# The image plane as the centroid of the induced charge

## Statement

A conductor fills the half-space on the negative side of a plane surface, with vacuum outside. The coordinate $x$ runs along the outward normal, and $x=0$ is a reference plane fixed in the solid, such as the edge of the positive background of jellium. A weak uniform field $E_0$ along $+x$ in the vacuum induces a charge density $\rho_0(x)$. This is the total induced charge: mobile carriers and bound polarisation charge together. Its centroid is

$$x_0=\frac{\int x\,\rho_0(x)\,dx}{\int \rho_0(x)\,dx}.\tag{1}$$

In jellium only the electrons respond, $\rho_0=-e\,\delta n$, and $x_0$ is the centroid of $\delta n$.

**A. Image energy.** A weak static point charge $q$ at height $x$ has the interaction energy

$$W(x)=-\frac{q^2}{16\pi\varepsilon_0\,(x-x_0)}+O(x^{-3}),\tag{2}$$

so that the terms in $1/x$ and $1/x^2$ are both fixed by $x_0$.

**B. Capacitor.** Two plates whose reference planes are a distance $L$ apart have the differential capacitance per area

$$\frac{C}{A}=\frac{\varepsilon_0}{L-x_0^{(1)}-x_0^{(2)}},\tag{3}$$

with each $x_0^{(i)}$ counted along the outward normal of its own plate. Identical plates have the effective gap $L-2x_0$.

**C. Doped semiconductor.** For flat bands, linear Thomas–Fermi screening with length $\lambda$ and a background dielectric constant $\varepsilon$ that ends abruptly at $x=0$,

$$x_0=-\frac{\lambda}{\varepsilon}.\tag{4}$$

The image plane lies inside the solid. The centroid of the carriers alone is $-\lambda$, which is not the image plane.

Lang and Kohn obtained result A for jellium in 1973. At the densities of simple metals the plane lies outside the background edge, because the tail of the electron density carries most of the response.

## Premises

1. The surface is invariant under translations and rotations in its plane. A perturbation $\propto e^{i\mathbf Q\cdot\mathbf r_\parallel}$ then induces a response with the same $\mathbf Q$, and its amplitude depends on $Q=|\mathbf Q|$ only.
2. The response is static and linear in the applied potential.
3. The induced charge is negligible beyond a plane $x=a$, and all sources lie beyond it.
4. The bulk screens completely and is held at fixed electrochemical potential. The change $\phi$ of the total electrostatic potential obeys $\phi\to0$ and $x\,\phi'\to0$ as $x\to-\infty$, with a prime for $d/dx$.
5. The length $\ell(Q)=\phi(a)/\phi'(a)$ defined in Step 2 satisfies $\ell(Q)=\ell(0)+O(Q)$, and the reflection amplitude referred to the plane $a$ is bounded at all $Q$.

Premise 4 admits the Friedel tail of jellium at zero temperature. A charge $\propto\cos(2k_Fx+\theta)/x^2$ gives a field with the same $x^{-2}$ envelope, so $x\phi'\to0$ and the first moment in (1) converges conditionally.

## Proof

### Step 1: the uniform field

Poisson's equation is $\phi''=-\rho_0/\varepsilon_0$, and $\phi'=-E_0$ for $x\ge a$. Integration from $-\infty$ to $a$ gives the induced charge per area,

$$\sigma=\int_{-\infty}^{a}\rho_0\,dx=-\varepsilon_0\phi'(a)=\varepsilon_0E_0 .$$

The first moment follows by parts, and premise 4 removes the lower limit:

$$\int_{-\infty}^{a}x\rho_0\,dx=-\varepsilon_0\big[x\phi'-\phi\big]_{-\infty}^{a}=-\varepsilon_0\big[a\phi'(a)-\phi(a)\big].$$

The ratio of the two is

$$x_0=a-\frac{\phi(a)}{\phi'(a)}.\tag{5}$$

Outside the charge $\phi$ is linear with slope $-E_0$, and (5) fixes its constant:

$$\phi(x)=-E_0\,(x-x_0),\qquad x\ge a.\tag{6}$$

The outer potential extrapolates to the bulk value at $x_0$, as it would for an ideal conductor with its face there. Vacuum permittivity appears in Poisson's equation only because $\rho_0$ includes every induced charge.

### Step 2: a perturbation of finite wave vector

Write the potential as $\phi(x)e^{i\mathbf Q\cdot\mathbf r_\parallel}$. Between $a$ and the source it obeys $\phi''=Q^2\phi$. The source contributes the solution that decays towards the solid, $e^{Qx}$. The induced charge, which lies at $x<a$, contributes the solution that decays away from it. Hence

$$\phi(x)=\phi_0\big[e^{Qx}-g(Q)\,e^{-Qx}\big],\tag{7}$$

which defines the reflection amplitude $g$. With $G=g\,e^{-2Qa}$,

$$\ell(Q)\equiv\frac{\phi(a)}{\phi'(a)}=\frac{1-G}{Q\,(1+G)}\quad\Longrightarrow\quad g(Q)=e^{2Qa}\,\frac{1-Q\ell}{1+Q\ell}.\tag{8}$$

The length $\ell$ is a property of the interior problem: given the slope $\phi'(a)$, the linear response of the region $x<a$ fixes $\phi(a)$. At $Q=0$ this is the problem of Step 1, so (5) gives

$$\ell(0)=a-x_0.\tag{9}$$

Premise 5 has a physical basis. In the interior the equation is $\phi''-Q^2\phi=-\rho/\varepsilon_0$, and $\rho$ follows from the total potential through a kernel of short lateral range. The wave vector enters through $Q^2$ and through the Fourier transform of that kernel. Odd powers of $Q$ arise from the vacuum solutions $e^{\pm Qx}$, and (8) displays them. If the kernel has a finite second lateral moment, isotropy gives the stronger form $\ell(Q)=\ell(0)+\ell_2Q^2+\dots$

### Step 3: expansion at small $Q$

For $Q|\ell|<1$ one has $(1-Q\ell)/(1+Q\ell)=\exp[-2\,\mathrm{artanh}(Q\ell)]$. With $\mathrm{artanh}\,z=z+z^3/3+\dots$ and (9),

$$\ln g=2Qx_0-2Q\,[\ell(Q)-\ell(0)]-\tfrac23Q^3\ell^3-\dots\tag{10}$$

Under premise 5 this gives $g=e^{2Qx_0}[1+O(Q^2)]$. Under the stronger form it gives

$$g=e^{2Qx_0}\big[1+c_3Q^3+\dots\big],\qquad c_3=-2\ell_2-\tfrac23\,\ell(0)^3.\tag{11}$$

The limit $g(0)=1$ expresses complete screening.

### Step 4: the point charge

The potential of $q$ at height $x_q$ on the axis has the plane-wave form

$$\frac{q}{4\pi\varepsilon_0|\mathbf r-\mathbf r_q|}=\frac{q}{2\varepsilon_0}\int\frac{d^2Q}{(2\pi)^2}\,\frac{e^{-Q|x-x_q|}}{Q}\,e^{i\mathbf Q\cdot\mathbf r_\parallel},$$

because $e^{-Q|x-x_q|}/2Q$ is the Green function of $Q^2-d^2/dx^2$. Below the charge each component is $\phi_0e^{Qx}$ with $\phi_0=q\,e^{-Qx_q}/2\varepsilon_0Q$. By (7) the induced part is $-g\,\phi_0e^{-Qx}$, and this holds for all $x>a$. At the charge, with $d^2Q=2\pi Q\,dQ$,

$$\phi_{\rm ind}(\mathbf r_q)=-\frac{q}{4\pi\varepsilon_0}\int_0^\infty g(Q)\,e^{-2Qx_q}\,dQ .$$

Build the charge up as $\eta q$ with $\eta$ from 0 to 1. By linearity the induced potential is $\eta\phi_{\rm ind}$, and the reversible work against it is $\int_0^1\eta\,\phi_{\rm ind}\,q\,d\eta=q\phi_{\rm ind}/2$. The self-energy of $q$ does not depend on position and is dropped. Renaming $x_q$ as $x$,

$$W(x)=-\frac{q^2}{8\pi\varepsilon_0}\int_0^\infty g(Q)\,e^{-2Qx}\,dQ.\tag{12}$$

This is exact within linear response. For $g=1$ it gives the classical $-q^2/16\pi\varepsilon_0x$.

### Step 5: large distance

Let $d=x-x_0$ and $g=e^{2Qx_0}[1+r(Q)]$, with $|r|\le KQ^p$ below some $Q_1$. The range $Q>Q_1$ contributes to (12) at most a bounded multiple of $e^{-2Q_1(x-a)}/(x-a)$, since $G$ is bounded. This is exponentially small. For the rest, $\int_0^\infty Q^p e^{-2Qd}dQ=p!/(2d)^{p+1}$. The term $p=0$ gives $1/2d$ and the remainder is $O(d^{-p-1})$. Premise 5 means $p=2$, which proves (2). Expanding in $1/x$,

$$W=-\frac{q^2}{16\pi\varepsilon_0}\left[\frac1x+\frac{x_0}{x^2}+O(x^{-3})\right].$$

When (11) holds, $p=3$ and $6c_3/(2d)^4=(1/2d)\,(3c_3/4d^3)$, so

$$W=-\frac{q^2}{16\pi\varepsilon_0 d}\left[1+\frac{3c_3}{4d^3}+\dots\right].\tag{13}$$

The shifted image formula is then correct through $1/x^3$ as well.

### Step 6: the capacitor

Plate 1 has its reference plane at $x=0$ and plate 2 at $x=L$, with outward coordinate $s=L-x$. The induced charges do not overlap. Let a small change of bias change the bulk potentials by $V_1$ and $V_2$ and the gap field by $E_0$ along $+x$. The bulk densities do not change, so $V_1-V_2$ is the change of the applied voltage. Equation (6) for plate 1 gives $\phi=V_1-E_0(x-x_0^{(1)})$. For plate 2 the outward field is $-E_0$, so $\phi=V_2+E_0(L-x-x_0^{(2)})$. Both describe the same linear potential in the gap, hence

$$V_1-V_2=E_0\,\big(L-x_0^{(1)}-x_0^{(2)}\big).$$

With $\sigma=\varepsilon_0E_0$ and $C/A=\sigma/(V_1-V_2)$ this is (3). A contact potential adds a constant field. It leaves (3) unchanged as long as that field is itself in the linear range.

### Step 7: linear Thomas–Fermi screening with a dielectric background

Take a uniform donor background and conduction electrons of density $n$ for $x<0$, with a local background constant $\varepsilon$. In the Thomas–Fermi approximation the density follows the local band edge, $n\to n(\mu+e\phi)$, with $\mu$ the bulk chemical potential counted from the band edge and $e>0$. To first order the carrier charge is $\rho_f=-e^2(dn/d\mu)\,\phi$. Then $\varepsilon\varepsilon_0\nabla^2\phi=-\rho_f$ becomes

$$\phi''=\kappa^2\phi,\qquad \kappa=\sqrt{Q^2+\lambda^{-2}},\qquad \lambda^2=\frac{\varepsilon\varepsilon_0}{e^2\,dn/d\mu}.\tag{14}$$

The decaying solution is $\phi\propto e^{\kappa x}$. Without free surface charge, $\phi$ and the normal displacement are continuous, so $\phi'(0^+)=\varepsilon\,\phi'(0^-)=\varepsilon\kappa\,\phi(0)$. With $a=0^+$,

$$\ell(Q)=\frac1{\varepsilon\kappa},\qquad g(Q)=\frac{\varepsilon\kappa-Q}{\varepsilon\kappa+Q}.\tag{15}$$

Equation (9) gives $x_0=-\ell(0)=-\lambda/\varepsilon$, which is (4).

The centroid confirms this directly. At $Q=0$ the inner field is $(E_0/\varepsilon)e^{x/\lambda}$, and the total charge is $\varepsilon_0\,dE/dx$. The jump of the field at the surface gives a bound sheet, and the decay gives a volume term:

$$\rho_0=\varepsilon_0E_0\left[\Big(1-\frac1\varepsilon\Big)\delta(x)+\frac{e^{x/\lambda}}{\varepsilon\lambda}\,\Theta(-x)\right].$$

The weights $1-1/\varepsilon$ at $x=0$ and $1/\varepsilon$ at mean position $-\lambda$ sum to one and have centroid $-\lambda/\varepsilon$. The carriers alone carry the full $\varepsilon_0E_0$ at mean position $-\lambda$. The bound charge is neutral overall but has a dipole moment, which moves the centroid outwards by $\lambda(1-1/\varepsilon)$. Using the carrier centroid in (2) would overstate the shift by the factor $\varepsilon$.

All premises hold explicitly in this model. The ratio $Q/\varepsilon\kappa$ rises from 0 to $1/\varepsilon$, so $g$ falls from 1 to $(\varepsilon-1)/(\varepsilon+1)$. For $x\ll\lambda$, (12) therefore tends to the image energy at an insulator, $-\frac{\varepsilon-1}{\varepsilon+1}\,q^2/16\pi\varepsilon_0x$. Expanding (15), $\ell=(\lambda/\varepsilon)(1-Q^2\lambda^2/2+\dots)$, so $\ell_2=-\lambda^3/2\varepsilon$ and

$$c_3=\lambda^3\left(\frac1\varepsilon-\frac{2}{3\varepsilon^3}\right).\tag{16}$$

The correction in (13) is small when $d^3\gg\lambda^3/\varepsilon$. The scale that limits (2) is set by $\lambda$ and is longer than $|x_0|$.

The potential drop inside the semiconductor is $|\phi(0)|=E_0|x_0|=\sigma\lambda/\varepsilon\varepsilon_0$. It acts as a series capacitance $C_{\rm sc}=\varepsilon\varepsilon_0/\lambda=\varepsilon_0/|x_0|$ per area. Under a gate insulator of constant $\varepsilon_a$ the drop for a given $\sigma$ is the same, because the displacement is continuous, and it adds $\varepsilon_a|x_0|$ to the effective insulator thickness.

For a degenerate parabolic band of mass $m^*$ with one valley and two spins, $k_F=(3\pi^2n)^{1/3}$, $E_F=\hbar^2k_F^2/2m^*$ and $n\propto\mu^{3/2}$, so $dn/d\mu=3n/2E_F$.

## Range of validity

**Results A and B** need premises 1 to 5. The charge must be outside the induced density and static on the time scale of the slowest screening process. On a crystal the response mixes in lateral reciprocal-lattice vectors $\mathbf G$, whose fields decay as $e^{-|\mathbf G|x}$. The results then hold with the laterally averaged $\rho_0$ at heights above a lattice period. An electron close to the surface is not a classical static charge, since exchange and its own motion enter. An insulator violates premise 4 and has $g(0)<1$.

**Linearity.** With $u=e\phi/E_F$ the full Thomas–Fermi equation is $\varepsilon\varepsilon_0\phi''=en[(1+u)^{3/2}-1]$. Multiplying by $\phi'$ and integrating from the bulk,

$$\tfrac12\varepsilon\varepsilon_0\phi'^2=nE_F\Big\{\tfrac25\big[(1+u)^{5/2}-1\big]-u\Big\}=\tfrac34\,nE_F\,u^2\Big(1+\frac u6+\dots\Big).$$

The ratio $\phi/\phi'$ at the surface thus changes by the factor $1-u/12$. Below a point charge the field is twice that of the charge alone at the image plane, $q/2\pi\varepsilon_0d^2$, and the surface potential is about this field times $|x_0|$.

**Quantum dead layer.** Thomas–Fermi theory needs $k_F\lambda\gg1$. The envelope functions vanish at the surface as $\sin(k_xs)$, with $s=-x$ the depth. On the Fermi sphere $k_x$ is uniformly distributed on $[0,k_F]$, so the average of $2\sin^2(k_xs)$, the relative local density of states, is $1-\sin(2k_Fs)/(2k_Fs)$. The missing part integrates to the length $\delta=\pi/4k_F$. Treated as a layer without carriers, it gives $x_0\approx-(\lambda+\delta)/\varepsilon$. This is an estimate of size, not a self-consistent result.

**Position of the edge.** The bound sheet carries the weight $1-1/\varepsilon$. Equation (4) counts $x_0$ from the centroid of that sheet. Its place relative to the top atomic plane is outside the model and is uncertain on the atomic scale, of order 0.1 nm.

**Surface states and band bending.** Let $C_{\rm sc}$ be the differential capacitance per area of the space-charge region, and let surface states of density $D_s$ per area and energy follow the field. They add the charge $-e^2D_s\phi(0)$, so $\varepsilon_0E_0=-(C_{\rm sc}+e^2D_s)\,\phi(0)$. With $\phi(0)=E_0x_0$ from (6),

$$x_0=-\frac{\varepsilon_0}{C_{\rm sc}+e^2D_s}.\tag{17}$$

For a depletion layer of width $w=\sqrt{2\varepsilon\varepsilon_0V_b/en}$ at band bending $eV_b$, the abrupt-depletion approximation gives $C_{\rm sc}=\varepsilon\varepsilon_0/w$.

**Discrete donors.** The uniform background is an average over lengths above $n^{-1/3}$.

## Numerical illustration: n-type GaAs

The inputs are the compiled values $m^*=0.067\,m_e$ (0 K; Vurgaftman 2001) and $\varepsilon=12.87$ (static, 300 K; Rakita 2019), and an assumed density $n=2\times10^{24}\ \mathrm{m^{-3}}$. At this doping the donors are taken as fully ionised and the gas as degenerate. The two compiled values refer to different temperatures. The static constant is the right one, since the lattice follows a static charge. Unrounded values are carried through.

- $k_F=0.390\ \mathrm{nm^{-1}}$, $E_F=86.4$ meV
- $dn/d\mu=3.47\times10^{25}\ \mathrm{m^{-3}\,eV^{-1}}$
- $\lambda=4.53$ nm, $x_0=-0.352$ nm
- weight of the bound sheet 0.922, short-distance limit of $g$ 0.856

The table gives the energy of $q=\pm e$. Four figures are kept only to compare the formulae inside the model.

| $x$ (nm) | plane at $x=0$ (meV) | plane at $x_0$, Eq. (2) (meV) | full integral, Eqs. (12), (15) (meV) |
|---|---|---|---|
| 10 | −36.00 | −34.78 | −34.89 |
| 20 | −18.00 | −17.69 | −17.70 |
| 40 | −9.000 | −8.921 | −8.922 |

At 10 nm the shift of the plane weakens the binding by 3.4 %. The shifted formula departs from the full integral by 0.3 %, against 0.5 % from the leading term of (13). At 40 nm both are $8\times10^{-5}$.

Two such plates with a 10 nm vacuum gap have the effective gap 10.70 nm, and the capacitance falls by 6.6 %. The series capacitance of one surface is $C_{\rm sc}=2.5\ \mu\mathrm{F\,cm^{-2}}$. With the conventional value 3.9 for the dielectric constant of SiO$_2$, this adds 1.4 nm to the equivalent oxide thickness of a gate stack.

The neglected terms have these sizes.

- Nonlinearity: at $x=10$ nm the surface potential is 9.5 mV, $|u|=0.11$, and the local $x_0$ changes by 0.9 %.
- Temperature: at 300 K, $n=N_cF_{1/2}(\eta)$ and $dn/d\mu=N_cF_{-1/2}(\eta)/k_BT$, with $\eta=\mu/k_BT$, $N_c=2(m^*k_BT/2\pi\hbar^2)^{3/2}$ and the Fermi integrals $F_j(\eta)=\Gamma(j+1)^{-1}\int_0^\infty t^j\,dt/(e^{t-\eta}+1)$. At fixed $n$ this multiplies $\lambda$ by 1.05.
- Non-parabolicity: take the approximate two-band form $E(1+E/E_g)=\hbar^2k^2/2m^*$ with the compiled gap 1.519 eV (0 K; Vurgaftman 2001). At fixed $k_F$ the density of states grows by $1+2E/E_g=\sqrt{1+4E_F/E_g}$, with $E_F$ the parabolic value, and $\lambda$ is multiplied by 0.95.
- Dead layer: $k_F\lambda=1.76$ is not large. The length $\delta=2.0$ nm is 45 % of $\lambda$ and moves the estimate to $x_0\approx-0.51$ nm.
- Donor spacing: $n^{-1/3}=7.9$ nm exceeds $\lambda$, so at 10 nm a single charge still feels the local donor arrangement, and the table describes an average over lateral positions.

The value $x_0\approx-0.35$ nm is the model's and not that of GaAs. For flat bands, the case typical of a clean cleaved (110) face, the dead layer alone suggests that the model places the plane too shallow by roughly a third, and the atomic-scale position of the edge adds an uncertainty of similar size. Oxidised faces typically have the Fermi level pinned in the gap. A typical band bending of about 0.7 eV gives $w=22$ nm. If the surface states are too slow to follow the field, (17) gives $x_0=-w/\varepsilon=-1.7$ nm, about five times deeper than the flat-band model. If a dense band of surface states does follow, (17) moves the plane towards the surface itself.